## How much does a squeezed metal crystal thicken?

In a stiff metal, a strain of one or two per cent changes the pressure by several GPa and the energy by up to some tens of meV per atom. Strains of this size arise when a thin layer is forced to match the lattice of its support. The support fixes the two in-plane directions, while the thickness remains free to adjust.

### Question

The table gives the energy of hcp iridium from density functional theory, for strains in the close-packed planes combined with strains along the perpendicular axis z. The heads "energy change row 1" to "row 5" stand for in-plane strains of −0.03, −0.015, 0, 0.015 and 0.03. The lines of the table differ in "strain zz", the strain along z. Negative strain means shortening, and positive pressure means compression.

Hcp iridium (a = 2.751, c = 4.462 Å, not relaxed at this level) strained at fixed fractional coordinates, computed with Ansatz 0.2.0: PBEsol, plane-wave PAW, scalar-relativistic, no spin polarisation, cutoff 420 eV, k mesh 18×18×12, Gaussian smearing 0.15 eV. Rows 1 to 5 have in-plane strains of −0.03, −0.015, 0, 0.015 and 0.03. Free energies are relative to the unstrained cell.

```csv
strain zz,energy change row 1 (meV/atom),energy change row 2 (meV/atom),energy change row 3 (meV/atom),energy change row 4 (meV/atom),energy change row 5 (meV/atom),pressure row 1 (GPa),pressure row 2 (GPa)
-0.03,34.5,-6.7,-9.5,19.8,75.4,24.49,10.40
-0.015,10.6,-19.2,-11.3,28.1,93.7,17.09,3.77
0,1.7,-17.6,0.0,48.6,122.9,10.55,-2.06
0.015,5.6,-3.8,22.8,79.6,161.7,4.79,-7.17
0.03,20.7,20.3,55.3,119.9,209.0,-0.29,-11.64
```

**(a)** For each in-plane strain, find the strain along z that gives the lowest energy. By how much does it change per unit of in-plane strain?

**(b)** Three explanations are offered. What response does each one predict?

- A: The crystal keeps its volume.
- B: The bonds between neighbouring layers keep their length.
- C: The crystal resists changes of volume and changes of shape, and settles for a compromise.

**(c)** Decide between them, using energies of chosen cells rather than the optima found in (a).

### Model answer

**(a) The response.** Take the first energy column, where the crystal is squeezed by 3 % in the plane. The three lowest neighbouring energies are 10.6, 1.7 and 5.6 meV per atom, at z strains of −0.015, 0 and 0.015. A parabola through them has its minimum at 0.015 × (10.6 − 5.6) / [2 × (10.6 − 2 × 1.7 + 5.6)] = 0.003.

The same construction gives −0.009 for the second column and −0.020 for the third. The response over these three columns is thus about −0.78: for each per cent of squeezing in the plane, the crystal thickens by about 0.8 %. In the fourth and fifth columns the energy is still falling at the lower edge of the map, so their optima lie outside it.

The optimum of the third column is not at zero because the starting cell is too large for this level of theory and is under tension. The negative energies show this tension being relieved. A parabola through the three cells with equal strains of −0.03, −0.015 and 0 in all directions puts the relaxed size at a strain of about −0.011. This shifts the origin of the strains but leaves the response, which is a slope, essentially untouched.

**(b) What each explanation predicts.** Let *e* be the in-plane strain and *z* the strain along the axis, both measured from the relaxed cell.

*Explanation A.* For small strains the relative change of volume is 2*e* + *z*, because two directions lie in the plane. Constant volume therefore requires *z* = −2*e*. This is the tempting answer, since metals are often said to be hard to compress and easy to deform.

*Explanation B.* Each atom has six neighbours in its own layer and six in the layers above and below. A bond between layers is inclined, and in this nearly ideal hcp cell its strain is (*e* + 2*z*)/3. Setting this to zero gives *z* = −*e*/2. A crystal held together only by equal springs between neighbours would do exactly this: the in-plane bonds are fixed by the support, but the inclined ones can all return to their natural length.

*Explanation C.* Any combination of *e* and *z* can be split into two parts. One is a uniform scaling *u* = (2*e* + *z*)/3, which changes the volume. The other is a change of shape *s* = (*z* − *e*)/3, which keeps the volume to first order. If the two parts do not influence each other, the energy above the minimum is

E = U*u*² + S*s*²,

where U is the stiffness against scaling and S the stiffness against change of shape. With *e* held fixed, the energy is lowest where U*u* + S*s* = 0. Inserting the two definitions gives

*z*/*e* = −(2U − S)/(U + S).

The formula contains the other two explanations as special cases. If a change of shape costs nothing, S = 0 and the response is −2, as in A. If S equals U, the response is −1/2, as in B.

**(c) The decision.** To test A, compare two cells with almost the same volume and different shapes. The first has both strains at −0.015. The second is squeezed to −0.03 in the plane and stretched to 0.015 along z. Their volumes agree to within 0.1 %, yet the second lies 5.6 + 19.2 = 24.8 meV per atom higher. Explanation A needs such a change of shape to cost almost nothing beside a change of volume. The uniform scaling examined next costs 36.45 meV per atom, which is not even twice as much, so A fails.

To test B, note what this change of shape does to the bonds. Those in the plane shorten by 1.5 %, and those between layers lengthen by 1.5 %. A uniform scaling by 1.5 % also changes every nearest-neighbour bond by 1.5 %. Equal springs would therefore charge the same price for both distortions.

The table charges different prices. The three uniformly scaled cells used in (a) have energies of 34.5, −19.2 and 0 meV per atom. Their curvature gives a cost of (34.5 + 2 × 19.2 + 0)/2 = 36.45 meV per atom for one step of 1.5 % away from the minimum. This is nearly half as much again as the change of shape costs, so B fails too. Equal springs that account for the cost of the shape change cannot supply the whole resistance to a change of volume.

Explanation C turns these two costs into a prediction. With U = 36.45 and S = 24.8, both for a step of 1.5 %, the response is −(2 × 36.45 − 24.8)/(36.45 + 24.8) = −0.79. The optima in (a) gave −0.78.

The first column shows how far apart the three explanations are. Its in-plane strain of −0.03 is −0.019 when measured from the relaxed cell. Explanation C then gives *z* = 0.79 × 0.019 = 0.015, which is a strain of 0.015 − 0.011 = 0.004 on the scale of the table, or 0.003 without intermediate rounding. The computed optimum is 0.003, whereas A would put it at 0.026 and B at −0.002. The position of this optimum was not used to set U or S.

**Why the compromise lies where it does.** Imagine the crystal being squeezed by 1 % in the plane while its thickness is still fixed. The inclined bonds are now too short, and they push the layers apart. If bonds were all that mattered, the layers would stop after moving apart by 0.5 %, when these bonds had regained their length. The volume would then still be 1.5 % too small.

The extra resistance to compression keeps pushing. It drives the layers further apart, although this now stretches the inclined bonds. Balance is reached at a thickening of about 0.8 %, where the bonds between layers are about 0.2 % too long and the volume is about 1.2 % too small. Neither the bonds nor the volume gets what it would have on its own.

Theory offers one possible source for this extra resistance. Part of the valence electrons of a metal is spread through the whole crystal. Confining these electrons to a smaller volume raises their kinetic energy, and this rise depends mainly on the volume and hardly on the shape. The table contains no separate electronic energy that would confirm this. In iridium the d electrons carry much of the bonding, so their directional bonds may matter as much or more, as may forces between more distant neighbours. These could also act by making the change of shape cheaper, which would alter the ratio of the two costs in the same way.

To guess the behaviour of any nearly isotropic material, ask how its stiffness against change of shape compares with its stiffness against change of volume. Rubber changes shape easily but hardly changes volume, so its response is close to −2. A material with S = 2U would not thicken at all. What counts is the ratio of the two, and not how stiff the material is overall.

The map itself offers such a neighbouring case. At the larger volume of the starting cell, uniform steps to either side cost (79.6 − 19.2)/2 = 30.2 meV per atom, and changes of shape cost (19.8 + 20.3)/2 = 20.05 meV per atom. Both costs are lower by a little under a fifth than near the relaxed volume. Because they soften together, the formula still gives a response of −0.80. The starting cell is under tension along z, so this value is expected for a layer held under a constant pull rather than for one with a free thickness.

### Remarks on the reasoning

**Zero pressure is the wrong criterion.** A candidate may look for the free thickness where the pressure vanishes. In the first column this happens close to a z strain of 0.03, where the energy is 19 meV per atom higher than at zero z strain. The tabulated pressure is an average over all three directions, while a free surface only requires the stress along z to vanish. At the true optimum the average is still about 9.4 GPa, because the support goes on compressing the layer in the plane.

**The agreement should not be overrated.** The response is −0.81 between the first two columns and −0.75 between the next two, so a match in the second decimal has little meaning. The cost of the shape change near the minimum also comes from one side only, since the opposite cell lies outside the map. Three cells of slightly larger and nearly equal volume, with energies of 20.7, −17.6 and −9.5 meV per atom, allow a check from both sides. They give (20.7 + 2 × 17.6 − 9.5)/2 = 23.2 meV per atom, close to the 24.8 used above. No test with a denser mesh or a higher cutoff is at hand to show how far the small energy differences can be trusted. The PAW datasets were made for the functional PBE and not for PBEsol, and spin–orbit coupling is left out.

**What the success of C establishes.** The costs and the optima come from the same set of energies and even share three of them. Their agreement is what one expects if scaling and change of shape act almost independently in this crystal. Any nearly isotropic elastic solid would pass the same test, so the result does not identify the electrons as the cause. The failures of A and B are firmer, because each rests on a cost that the explanation gets clearly wrong.

**Use in practice.** Engineers usually quote Poisson's ratio ν, the sideways contraction per unit of stretching. For an isotropic solid the response discussed here equals −2ν/(1 − ν), so −0.78 corresponds to ν = 0.78/2.78 = 0.28. The map does not test whether hcp iridium is isotropic, so this is an effective value for strain in its close-packed planes, at zero temperature. Ordinary iridium is face-centred cubic, and for a real film its own elastic constants and the orientation of the film should be used.
